## Question

The arsine $(\mathrm{CH_3})_2\mathrm{As{-}C(CH_3)_2{-}CH_2{-}CN}$ changes its shape by turning about two bonds: the one from arsenic to the central carbon, and the one from the central carbon to the $\mathrm{CH_2}$ group. The table lists its conformers as isolated molecules. The DFT energies were computed at geometries optimised with the semi-empirical method GFN2-xTB.

Conformers of the isolated, neutral arsine $(\mathrm{CH_3})_2\mathrm{As{-}C(CH_3)_2{-}CH_2{-}CN}$, from PySCF 2.14.0 and tblite 0.8.0, with PBE0-D3(BJ)/6-31G(d) as the DFT level at GFN2-xTB geometries. Free energies and weights refer to 298.15 K and combine DFT energies with quasi-harmonic GFN2-xTB terms (soft-mode cut-off 100 cm⁻¹), counting symmetry numbers and mirror images.

| number | torsions in degrees | point group | mirror pair | GFN2-xTB energy above its lowest (kcal/mol) | DFT energy above the lowest (kcal/mol) | free energy above the lowest (kcal/mol) | weight (%) | dipole (D) |
| --- | --- | --- | --- | --- | --- | --- | --- | --- |
| 1 | (169,-176) | C1 | yes | 0.310 | 0.000 | 0.000 | 53.00 | 4.020 |
| 2 | (-72,180) | Cs | no | 0.380 | 0.040 | 0.410 | 26.70 | 3.710 |
| 3 | (52,60) | C1 | yes | 0.000 | 0.090 | 0.830 | 13.10 | 3.930 |
| 4 | (98,-63) | C1 | yes | 0.480 | 0.460 | 1.280 | 6.10 | 2.680 |
| 5 | (90,-46) | C1 | yes | 0.310 | 1.760 | 2.270 | 1.10 | 4.670 |

The first torsion runs from a methyl on arsenic to a methyl on the central carbon. The second runs from arsenic to the nitrile carbon: near 180° the nitrile is anti to arsenic, near 60° it is gauche. Where "mirror pair" says yes, the row stands for two mirror-image structures, and its free energy and weight count both.

(a) Rows 1 and 2 have nearly the same DFT energy. Why does row 1 carry twice the weight?

(b) Does the molecule prefer the nitrile anti or gauche to arsenic, and where does the preference come from?

(c) How safe is this order against the errors of the method?

(d) What would reverse it?

## Model answer

### (a) Two structures against one

Consider the limit in which all structures have the same energy and the same thermal motion. Each then has the same weight, and a mirror pair counts twice as much as a structure that is its own mirror image. Row 1 is such a pair; row 2 has a mirror plane and stands alone. Halving the weight of row 1 gives 26.5% for each of its two structures, against 26.7% for row 2. Structure for structure, the two are tied.

The same fact appears in the free energies. Two equivalent structures lower the free energy by $RT\ln 2$, which is 0.41 kcal/mol at room temperature, and this is the gap between rows 1 and 2. Row 1 leads because there are more ways to be in it, not because its bonds or contacts are better.

The tie itself can be understood by looking along the As–C bond. Arsenic carries two methyls and a lone pair, so of the three groups on the central carbon one must sit between the two arsenic methyls, while the other two each sit beside the lone pair. In row 2 the mirror plane and the first torsion put the $\mathrm{CH_2CN}$ arm in the crowded seat between the methyls. In row 1 a methyl takes that seat and the arm moves beside the lone pair.

With its nitrile turned away, the arm shows the arsenic methyls little more than a $\mathrm{CH_2}$ group, which is about as bulky as a methyl. Exchanging the two should therefore cost little. This is a steric argument, but the DFT difference of 0.04 kcal/mol agrees with it.

### (b) Anti wins, but only partly through the energy

The anti rows, 1 and 2, together hold 79.7% of the molecules. To see how much of this needs explaining, replace the arsenic group in thought by a third methyl. The three staggered positions of the nitrile are then equivalent, and each holds one third. An anti share of one third is thus the starting point set by counting alone.

Now restore the arsenic group. An anti nitrile has the two methyls of the central carbon as its neighbours; a gauche nitrile has one methyl and the arsenic group. No position is free of neighbours, so the choice is only between a methyl and $\mathrm{As(CH_3)_2}$. The As–C bond is long, roughly 2.0 Å against 1.5 Å for C–C, which eases the contact, but the arsenic group brings methyls of its own.

How much the exchange costs should then depend on how those arsenic methyls are turned. The gauche rows do differ widely in DFT energy. Row 3 lies only 0.09 kcal/mol above row 1, which is a tie within the noise of such energies. Rows 4 and 5 lie higher, at 0.46 and 1.76 kcal/mol.

A simple model turns this into weights:

$$w_i \propto g_i\,\exp\!\left(-\frac{E_i+\Delta_i}{RT}\right).$$

Here $g_i$ is 2 for a mirror pair and 1 otherwise, $E_i$ is the DFT energy, and $\Delta_i$ is the thermal term relative to row 1: the effect of vibration and rotation on the free energy, taken from GFN2-xTB. Nothing is fitted. For a mirror pair, $\Delta_i$ is simply the free energy less the DFT energy.

First set every $\Delta_i$ to zero. The DFT energies then raise the anti share from one third to about 52%, so that anti and gauche are level. This reduced model gets the two-to-one ratio of rows 1 and 2 about right. It fails for row 3, to which it gives 30% instead of the 13.1% in the table.

Row 3 shows in full what is lacking. Its thermal term is $0.83-0.09=0.74$ kcal/mol. With $RT\approx0.59$ kcal/mol, the energy alone would give it $\exp(-0.09/0.59)\approx0.86$ times the weight of row 1. The whole free energy gives $\exp(-0.83/0.59)\approx0.25$.

About nine tenths of the free-energy gap of row 3 is therefore thermal. The other two gauche rows are also penalised, by 0.82 kcal/mol in row 4 and 0.51 in row 5. A possible reason is that a nitrile folded back towards arsenic is held more tightly and loses some of its soft, wide swinging motion, and with it entropy. Part of the penalty may also come from loosely converged geometries, as discussed in (c). The table shows the size of the penalty but does not separate these causes.

### (c) Two supports, one of them soft

Against errors of the energies, the lead of row 1 over row 2 is the safer result. It rests on a count of structures, which no change of functional alters, and on a near tie in energy, which shifts by only 0.03 kcal/mol when GFN2-xTB energies replace the DFT ones. To overturn it, the energy or thermal term of row 2 would have to fall by more than 0.41 kcal/mol relative to row 1. That is well above the noise of some hundredths in the energies, but it is about what one badly treated soft vibration can do, as shown below.

The anti preference rests on two supports, the DFT energies and the thermal terms, and each can be removed in turn. Without the thermal terms the anti share is about 52%, which is more than counting alone would give but leaves the two forms level. With the thermal terms kept but GFN2-xTB energies in place of DFT, it is about 57%. With neither support, it falls to about 30%, close to the third expected from counting, and row 3 becomes the most populated conformer.

The thermal support is the softer one. At least one conformer keeps an imaginary mode, which means that the computed curvature along some motion is negative. This can happen when a geometry is not fully converged, and the free energy of that motion is then poorly defined. The conformer search also flags all five geometries as loose, so no thermal term is beyond doubt. A single vibration at 100 cm⁻¹ contributes about −0.4 kcal/mol in the harmonic approximation. One badly treated soft mode can therefore matter about half as much as the whole penalty on row 3.

Such an error would weaken the order without necessarily destroying it. Suppose that row 3 were wrongly deprived of one such mode. Restoring it would double the weight of row 3, which would still be only about half that of row 1. If all thermal terms were halved instead, the anti share would drop to about 67%.

The preference for anti is therefore probable, but its size is uncertain. The tests that keep at least one of the two supports give shares from a little over one half to four fifths.

### (d) What would reverse the order

For gauche to draw level with anti, all gauche rows would have to come down together by about 0.8 kcal/mol. An error of a few tenths in the DFT energies, a rough figure for this kind of calculation, would not do this alone. Together with thermal terms that are twice as large as they should be, it could. The most useful check is thus to recompute the vibrations at well-converged DFT minima.

A polar solvent is the obvious outside influence, since it favours the conformer with the larger dipole. But rows 1 and 3, the leading anti and gauche forms, have dipoles of 4.02 and 3.93 D. The general pull of the solvent on the dipole would leave their order almost unchanged. Row 5, a gauche form with the largest dipole, would gain, but a rough estimate for a very polar solvent gives it less than a third of what it needs to reach row 1. On this rough estimate, a reversal would need a specific contact, such as a hydrogen bond that reaches the nitrile more easily in one form than in the other.

## Remarks on the reasoning

**Weight is not energy.** It would be a mistake in (a) to look for an attraction that makes row 1 twice as popular as row 2. The first step should be to divide each weight by the number of structures behind it. Here nothing is left to explain after that step except the tie.

**The lowest entry need not be the winner.** The DFT energies of rows 1 to 3 span less than 0.1 kcal/mol, so their printed order carries no chemical meaning. GFN2-xTB puts row 3 lowest instead, 0.31 kcal/mol below row 1. A good answer calls the three a tie in energy and then asks what else separates them.

**A sum that must agree is no test.** The full model returns the printed weights because the thermal terms were obtained from the printed free energies. What teaches something is to leave out or exchange one part at a time and watch the anti share move. That is how the thermal terms are found to matter as much as the choice between DFT and GFN2-xTB energies.

**Row 5 deserves caution.** GFN2-xTB places it level with row 1, while DFT places it 1.76 kcal/mol higher. Part of this may arise because the GFN2-xTB geometry suits DFT poorly, in which case optimisation with DFT would bring the row down; this has not been tried. The anti preference does not hinge on it: in the test with GFN2-xTB energies and thermal terms, row 5 had no energy penalty relative to row 1, and anti still led.
